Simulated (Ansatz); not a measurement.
**Swapping H for F on Si: the mean Si–H bond length**

On one Si centre, n of the H ligands are replaced by F. The mean Si–H bond length y in Å at PBE0-D4/def2-TZVP. The shapes are optimised at that level. Programs: Ansatz 0.2.0.

| molecule | n | y (Å) |
| --- | --- | --- |
| SiH4 | 0 | 1.485 |
| SiH3F | 1 | ? |
| SiH2F2 | 2 | 1.474 |
| SiHF3 | 3 | 1.461 |

Q: Fit y = c + s·n to the known rows and predict SiH3F.

A: 
1. Means of the 3 rows: n = 1.66667, y = 1.4733.
2. Σ(Δn)² = 4.6667, Σ(Δn·Δy) = -0.035667, so the slope is -0.035667/4.6667 = -0.0076429.
3. Intercept: 1.4733 − (-0.0076429) × 1.66667 = 1.4860. The largest residual of the fit is 0.0033.
4. SiH3F: 1.4860 + (-0.0076429) × 1 = 1.478 Å.

The run gave 1.482 Å, so the prediction is off by -0.004 Å, about the largest residual. The step per swap changes from -0.003 to -0.013 Å along the series, so a line misses the bend. Electronegative ligands draw the centre's p character, so the other bonds gain s character and shorten.

The Si–H bonds shorten at every step from SiH4 to SiHF3, and each F has a larger effect than the one before. Rehybridisation can account for the bend as well as the direction. Silicon has a single valence s orbital, so the s character given up by the Si–F bonds is shared among the remaining Si–H bonds. Each swap adds a donor of s character and removes a recipient, so the gain per Si–H bond grows faster than linearly with n. This suggests that the curvature is part of the substitution effect and not scatter about a line, and it explains why the straight fit puts SiH3F too short.

The growing positive charge on silicon probably contributes too, by contracting its valence orbitals and strengthening the attraction to hydridic hydrogen. Donation from fluorine lone pairs into Si–H antibonding orbitals would act the other way, so the lengths reflect a net effect. They don't show that the Si–H bond becomes harder to break, since the dissociation energy also depends on how the resulting silyl radical is stabilised.
